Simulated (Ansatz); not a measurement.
## A ladder of methods for GeH2 (SMILES [H][Ge][H])

The species is GeH2 (3 atoms), meant as a singlet with charge 0. SMILES: `[H][Ge][H]`. Geometry: a GFN2-xTB relaxation, a rough one for these elements and not checked as a minimum.

```xyz
3

Ge    0.0046   -0.0091   -0.7810
H     1.0988   -0.0178    0.3984
H    -1.1034    0.0269    0.3826
```

Each level gives the vertical energy of the triplet above the singlet (eV). The values are calculated.

| level | kind | program | value (eV) | less FCI/STO-3G | CPU time (all runs) |
| --- | --- | --- | --- | --- | --- |
| HF/STO-3G | Hartree–Fock | Ansatz | 1.10 | -0.28 | 0.21 s |
| BLYP/STO-3G | GGA | Ansatz | 1.10 | -0.28 | 4.9 s |
| r2SCAN/STO-3G | meta-GGA | Ansatz | 0.99 | -0.39 | 9.5 s |
| B3LYP/STO-3G | global hybrid | Ansatz | 1.34 | -0.04 | 3.5 s |
| PBE0/STO-3G | global hybrid | Ansatz | 1.23 | -0.15 | 2.4 s |
| wB97M-V/STO-3G | range-separated hybrid | Ansatz | 1.55 | +0.17 | 28 s |
| B2PLYP/STO-3G | double hybrid | Ansatz | 1.56 | +0.18 | 2.8 s |
| CCSD/STO-3G | coupled cluster or CI | Ansatz | 1.39 | +0.01 | 0.36 s |
| FCI/STO-3G | exact in the basis | Ansatz | 1.38 | 0.00 | 0.7 s |

FCI/STO-3G is exact within its basis and frozen core, so for wave-function methods in that basis the difference is their error; functionals converge differently with the basis, so for them it is only a difference. All-electron rows without a relativistic Hamiltonian named are non-relativistic. The values span 0.99 to 1.56 eV. All rows use very small basis sets, so even the best lies far from the true value. In the correlated wave-function rows the outer d shell of Ge is correlated, in sets not made for it. CPU times are rough (shared hosts, several kinds of processor): they show what a rung costs within a factor of a few.

Every level places the singlet below the triplet, as expected for a heavy carbene analogue. In the strongly bent molecule the germanium lone pair has much 4s character, while the empty out-of-plane orbital is essentially 4p. Promoting an electron between them costs more than is regained through exchange between parallel spins.

Hartree–Fock gives too small a gap because it omits the correlation of the lone pair, including its excitation into the empty p orbital, which stabilises the singlet more than the triplet. CCSD recovers nearly all of this, which suggests that connected triple and higher excitations hardly affect the gap here. Among the functionals, both global hybrids lie above the two semilocal ones, yet Hartree–Fock does not continue the rise, so the exchange fraction alone cannot explain the order. BLYP's agreement with Hartree–Fock is therefore probably coincidental.

The adiabatic gap should be smaller than the vertical one, since the triplet, with one electron moved out of the lone pair, prefers a wider angle.
